## Question

The table describes eight localised functions in boron nitride with the wurtzite structure, a three-dimensional crystal in which every atom has four neighbours. Together they describe the same electrons as the eight filled bands, calculated with a hybrid functional. The search for them started from the 2s and 2p orbitals of nitrogen.

The spread is the mean square distance of a function's density from its own centre. The on-site energy is the average energy of an electron in that function, counted from the top of the valence band. The columns x, y and z give the centre.

The cell holds two nitrogen atoms, at (1.27, 0.73, 1.58) and (0.00, 1.47, 3.68) Å. Its two boron atoms lie at (1.27, 0.73, 0.00) and (0.00, 1.47, 2.10) Å, and both kinds repeat periodically.

Maximally localised Wannier functions of the eight filled bands of wurtzite BN, calculated with Ansatz 0.2.0 (HSE06, plane waves with PAW, 420 eV cutoff, 9×9×4 k mesh, no spin–orbit coupling) in a cell relaxed with r2SCAN. The trial orbitals were N 2s and 2p. On-site energies are counted from the top of the valence band, and centres are Cartesian. Candidates: 3, 8, 7, 5, 1, 6, 4, 2.

| row | function spread (angstrom^2) | function on site (eV) | function x (Å) | function y (Å) | function z (Å) |
| --- | --- | --- | --- | --- | --- |
| A | 0.69600 | -8.787 | 1.704 | 0.984 | 1.758 |
| B | 0.69600 | -8.787 | 0.432 | 1.220 | 3.862 |
| C | 0.71000 | -8.706 | 1.272 | 0.734 | 1.041 |
| D | 0.69600 | -8.787 | 0.840 | 0.984 | 1.758 |
| E | 0.69600 | -8.787 | -0.432 | 1.220 | 3.862 |
| F | 0.69600 | -8.787 | 1.272 | 0.236 | 1.758 |
| G | 0.71000 | -8.706 | 0.000 | 1.469 | 3.145 |
| H | 0.69600 | -8.787 | 0.000 | 1.967 | 3.862 |

(a) Is each function a nitrogen 2s orbital, a nitrogen 2p orbital or a bond? (b) If there are bonds, which atoms does each one join? (c) Can the letters be matched to the running numbers 1 to 8?

## Model answer

**(a) Orbital or bond.** Spread and energy divide the rows into a pair, C and G, and a group of six. Two nitrogen atoms carry two 2s and six 2p orbitals, so the count invites the reading that C and G are the 2s functions. The energies contradict it. An s level should lie roughly ten eV below the p levels, whereas C and G lie 0.08 eV above the other six.

The centres settle the matter. A pure s or p orbital is centred on its nucleus, but C has its centre at a height of 1.041 Å, directly between the nitrogen at 1.58 Å and the boron at zero. It sits about 0.53 Å from nitrogen, a third of the way along the bond.

Row A shows the same pattern in a slanting direction. From the first nitrogen to its centre the steps along x, y and z are 0.43, 0.25 and 0.18 Å. From that nitrogen to the boron at (2.54, 1.47, 2.10) Å they are 1.27, 0.74 and 0.52 Å. Each step is about a third of the corresponding one, so the centre lies on the line between the atoms. The same holds for the other rows: all eight functions are bonds, with their centres nearer to nitrogen.

**(b) Which bond.** C and G point straight down from their nitrogen atoms, along the c axis. The other six are the basal bonds, which slant upwards from nitrogen. In the order in which the atoms were listed, C joins the first nitrogen to the first boron, and G joins the second nitrogen to the second boron. A, D and F join the first nitrogen to copies of the second boron, while B, E and H join the second nitrogen to copies of the first.

These assignments are sure, but they need the coordinates. Spread and energy alone separate axial from basal bonds and go no further, because symmetry makes all six basal bonds equivalent, and likewise the two axial ones.

**(c) The numbers.** They can't be deduced. Exchanging the numbers of two functions changes nothing physical, so any matching would be a guess. The labelled table has to supply it:

The rows with their labels:

| row | function spread (angstrom^2) | function on site (eV) | function x (Å) | function y (Å) | function z (Å) |
| --- | --- | --- | --- | --- | --- |
| 1 | 0.69600 | -8.787 | 0.840 | 0.984 | 1.758 |
| 2 | 0.69600 | -8.787 | 0.432 | 1.220 | 3.862 |
| 3 | 0.71000 | -8.706 | 1.272 | 0.734 | 1.041 |
| 4 | 0.69600 | -8.787 | 1.704 | 0.984 | 1.758 |
| 5 | 0.69600 | -8.787 | 1.272 | 0.236 | 1.758 |
| 6 | 0.71000 | -8.706 | 0.000 | 1.469 | 3.145 |
| 7 | 0.69600 | -8.787 | -0.432 | 1.220 | 3.862 |
| 8 | 0.69600 | -8.787 | 0.000 | 1.967 | 3.862 |

C and G turn out to be functions 3 and 6. The first nitrogen holds 1, 3, 4 and 5, and the second holds 2, 6, 7 and 8. Anyone who had given the first four numbers to the first nitrogen would have misplaced two functions.

## Remarks on the reasoning

Why does a search that starts from s and p orbitals end in bonds? The filled bands fix the space that the electrons occupy, but leave open how it is divided into separate functions. Maximal localisation chooses the division with the smallest total spread.

Take the four functions around one nitrogen, and let $d_i$ be the distance of centre $i$ from the nucleus. The spread of function $i$ is

$$\Omega_i=\langle r^2\rangle_i-d_i^2,$$

where $\langle r^2\rangle_i$ is its mean square distance from the nucleus. Mixing the four functions among themselves leaves the sum of the $\langle r^2\rangle_i$ unchanged. The total spread therefore falls when the centres move outwards. Combining s with p does this, since the two add up on one side of the nucleus and cancel on the other. Four such combinations point to the corners of a tetrahedron, where the boron atoms are.

The size of the gain follows from the table. With $d\approx0.53$ Å, the term $d^2$ is about 0.28 Å². The spread of a bond function is about 0.70 Å², so remixing the same four functions into one s-like and three p-like functions centred on nitrogen would give an average of $0.70+0.28\approx0.98$ Å². Pointing along the bonds thus saves more than a quarter of the spread. This estimate assumes an ideal tetrahedron, which the crystal closely approaches; the atom-centred set itself was not calculated.

The mixing also explains the energies. In the simplest picture each function is one quarter s and three quarters p, so all four have nearly the same average energy. The filled levels at the zone centre extend down to −22.3 eV, yet every on-site energy lies near −8.8 eV. That value is an average over deep and shallow bands, so it doesn't by itself predict a peak in a photoemission spectrum.

The position of the centres needs similar care. Their shift towards nitrogen suits a polar bond, because nitrogen attracts electrons more strongly than boron. It doesn't measure the charge transferred, since a pure s–p hybrid on an isolated nitrogen atom would also have its centre off the nucleus.

The same reasoning carries over to other tetrahedral crystals with eight valence electrons per pair of atoms. If all the filled s- and p-derived bands are localised together, bond functions should result. In polar crystals such as this one, a gap sets the deep s-like bands apart. If these are localised separately, s and p can't mix in this way, and functions centred on or close to the more electronegative atoms are the natural outcome. In diamond and silicon the valence bands touch, so this second choice isn't available.

What remains open is the small difference between the two kinds of bond. The axial functions are 2% broader than the basal ones, and their bonds are slightly longer, 1.58 Å against 1.56 Å. That may be the cause. The k points are also spaced more widely along c than in the basal plane, but this should matter little: on this mesh the functions repeat only every 17 Å or so at the closest, and their root-mean-square width is below 1 Å.

A second candidate is the arrangement of the neighbouring bonds. Seen along an axial bond, the other bonds at its two ends lie one behind the other, whereas around a basal bond they are staggered. A calculation with all bond lengths and all bond angles made equal would show whether this arrangement alone makes a difference.
